Pressure as a slope of the energy

The pressure of a crystal is minus the slope of its total energy E with volume V:

P = −dE/dV

Each run obtained it from the stress on one fixed cell of silicon carbide, as the average over the three axes. A positive value means that the cell would like to expand. The atoms were not moved to their resting places, so the largest force on an atom is a second quantity to compare.

PBE calculations with Ansatz (plane waves, cutoff given under basis) and SIESTA (atomic orbitals) for one fixed 12-atom cell of SiC, space group P6_3mc, without spin polarisation, on a 10×10×2 k mesh with Fermi-Dirac smearing of 0.05 eV. Pressure is positive in compression and, for Ansatz, leaves out the Pulay correction.

```
program                                  potentials    basis  pressure (GPa)  largest force (eV/Å)
 Ansatz                                  Ansatz PAW   420 eV          -0.050                 0.142
 Ansatz                                     SPMS NC  1034 eV           0.060                 0.141
 Ansatz                      Ansatz PAW earlier set   820 eV           0.230                 0.142
 SIESTA                  PseudoDojo 0.4 standard NC      TZP           3.230                 0.145
 SIESTA  PseudoDojo 0.4 standard, converted to PSML      DZP           3.440                 0.138
 SIESTA                  PseudoDojo 0.4 standard NC       TZ          10.100                 0.095
```

The cell is the same in every row, and so is the density functional. The crystal therefore has one pressure at this level of theory, and the spread from about zero to 10 GPa comes from the numerical description. Two ingredients change: the potentials that stand in for the atomic cores, and the basis, the set of functions from which the electron waves are built.

The tempting explanation: count the functions

SIESTA builds its waves from atomic orbitals. DZP gives each valence orbital two radial functions and adds polarisation functions, which have one more angular node than the valence p shell. TZ gives three radial functions and no polarisation functions. Whoever ranks bases by the first letter will trust TZ above DZP, and will conclude that the crystal is under 10 GPa.

The total energies decide against this. The three SIESTA runs use the same PseudoDojo set in the same format, as far as their records show, although the table words it in two ways. With the same potentials, a better basis can be recognised by its lower energy, and TZ lies 5.46 eV per cell above DZP. Its gap is also about 0.24 eV wider than in the other five runs, which agree among themselves to 0.01 eV. TZ is the poorer basis, in spite of its third radial function.

Why a basis without polarisation pushes outwards

A free silicon or carbon atom is well described by s and p functions. In the crystal each atom has four neighbours, and the electrons gain energy by shifting towards the bonds. Mixed s and p functions already point along the bonds, and polarisation functions of d type give the electrons further freedom to shift. The closer the atoms, the more this freedom is worth; for widely separated atoms it is worth very little.

A basis without these functions therefore has an energy error that grows when the crystal is squeezed. The calculation sees compression as more costly than it is and reports an extra outward pressure. Let Δ be the energy by which TZ lies above DZP, and let m be the percentage by which Δ falls when the volume grows by one per cent. Then

P(TZ) − P(DZP) = m Δ / V

The cell holds 12 atoms of 10.49 Å³ each, so V is 125.9 Å³. The pressure difference is 10.10 − 3.44 = 6.66 GPa, and 1 eV/Å³ equals 160.2 GPa. This gives

m = (6.66 / 160.2) × 125.9 / 5.46 ≈ 0.96

At this volume the energy by which TZ lies above DZP thus falls by about one per cent for each per cent of expansion. This is a slope at one point and does not give the form of the curve. The bonding argument predicts that m is positive; its size is fitted, not predicted.

Where the simple rule fails

The value of m was taken from the TZ and DZP rows, so these two cannot test it. The step from DZP to TZP can. TZP lowers the energy by a further 0.48 eV per cell, and the same m would then lower the pressure by about 0.6 GPa. The computed drop is only 0.2 GPa: the direction is right, the size is too large by a factor of nearly three.

One value of m need not hold for every kind of missing freedom. The worth of a third radial function may change more slowly with volume than the worth of polarisation functions, and an energy gain that stays constant exerts no pressure. The TZP orbitals are also cut off at a shorter reach than those of DZP, so the step is not a pure test of the third radial function, and the numbers do not separate the two causes. An energy error can be turned into a pressure error only if one knows how it changes with volume.

The same reasoning for plane waves

Ansatz uses plane waves, and their error has the opposite sign. The printed pressures hold the number of waves fixed. When the cell expands, the same waves are stretched and resolve less detail, so the energy error grows with volume and pulls the cell inwards. The Pulay correction removes this pull.

At the 420 eV cutoff the correction is 0.29 GPa and turns the printed −0.05 into 0.23 GPa. In the 820 eV run it is almost nil, yet the SPMS run at 1034 eV still needs 0.25 GPa: how high a cutoff must be depends on the potentials. With the correction the three Ansatz runs lie within 0.08 GPa of each other, against 0.28 GPa as printed. The negative sign in the first row is thus an effect of the cutoff and no sign of a stretched crystal.

Potentials or basis: the remaining 3 GPa

DZP still lies 3.2 GPa above the corrected Ansatz average, and TZP lies 3.0 GPa above it. Here both the potentials and the basis change, so the numbers alone do not separate them. Two arguments favour the basis. Three sets of potentials agree closely once plane waves are used, although two of them are versions of the Ansatz PAW set and none is the PseudoDojo set. And with a bulk modulus of roughly 220 GPa, a recalled value, 3.2 GPa corresponds to about 0.5 per cent in the lattice length, more than good potentials for the same functional usually differ by.

One observation calls for caution: the step from DZP to TZP removed only 0.2 GPa of the excess. An incomplete orbital basis is still the probable main cause, provided that the functions missing from both bases are also worth more in a squeezed crystal. This remains an inference. A plane-wave run with the PseudoDojo potentials would show whether the potentials themselves are at fault; their conversion to PSML and the other SIESTA settings would still be mixed with the basis.

Why the DZP forces give no alarm

The largest force in the DZP run agrees with the Ansatz runs to within 0.004 eV/Å, although the pressure is far off. The geometry of the bonds explains how this can be. Suppose that the basis error acts as an extra push f along each of the 24 bonds in the cell, all of length d ≈ 1.895 Å. A uniform stretch then links the push to the extra pressure P:

3 P V = 24 f d

For the DZP excess this gives f ≈ 0.16 eV/Å, some forty times the change in the largest force. Each atom feels four such pushes, directed almost to the corners of a tetrahedron, and they nearly cancel. In the pressure they all add up. With contacts of 1.896 and 1.895 Å the tetrahedra are close to regular, so equal pushes are expected to cancel almost entirely. A force changes only where the pushes on unlike bonds differ, which a single value of f leaves out. In the TZ run the push is larger by a further 0.35 eV/Å, and the largest force does change, by 0.043 eV/Å from DZP. Only the largest force is compared here, and the forces on other atoms may differ more. In this crystal, a good value of the largest force is thus no evidence of a good pressure.

What belongs to the crystal

One feature survives every change of program, potential and basis: the stress along the long axis exceeds that in the plane by 0.7 to 0.9 GPa. Even the TZ run shows it, because its error pushes almost equally in all directions. This difference is a property of the chosen cell, which, with the atoms held where they are, is slightly too short along that axis relative to its width. The output below lists this difference beside the corrected pressures.

Numerical output:

```
Pressures on an equal footing:
     row  full pressure GPa  Pulay correction GPa  stress along c less in plane GPa  gap eV
  Ansatz             0.2341                0.2855                            0.7634   2.025
  Ansatz              0.307                0.2509                            0.7732   2.027
  Ansatz             0.2284               0.00188                            0.7734   2.025
  SIESTA               3.23                     0                            0.7277   2.029
  SIESTA              3.437                     0                            0.7879   2.021
  SIESTA               10.1                     0                            0.8984   2.268
Spread of the three Ansatz pressures as printed, GPa: 0.28
Spread of the three Ansatz pressures with Pulay correction, GPa: 0.07852
Mean Ansatz pressure with Pulay correction, GPa: 0.2565
Excess of SIESTA TZP over the Ansatz mean, GPa: 2.973
Excess of SIESTA DZP over the Ansatz mean, GPa: 3.181
Excess of SIESTA TZ over the Ansatz mean, GPa: 9.844
Pressure of TZ less DZP, GPa: 6.663
Energy of TZ above DZP, eV per cell: 5.464
Energy of DZP above TZP, eV per cell: 0.478
Fall of the missing energy in percent per percent of volume, TZ against DZP: 0.9582
Pressure of DZP less TZP expected from the same slope, GPa: 0.5829
Pressure of DZP less TZP as computed, GPa: 0.2075
Extra push per bond, TZ against DZP, eV per angstrom: 0.3453
Change of the largest force, TZ less DZP, eV per angstrom: -0.043
Extra push per bond, DZP against the Ansatz mean, eV per angstrom: 0.1648
Change of the largest force, DZP less the Ansatz mean, eV per angstrom: -0.003667
Lattice length change for the DZP excess, percent, with a rough recalled bulk modulus of 220 GPa: 0.4819
```
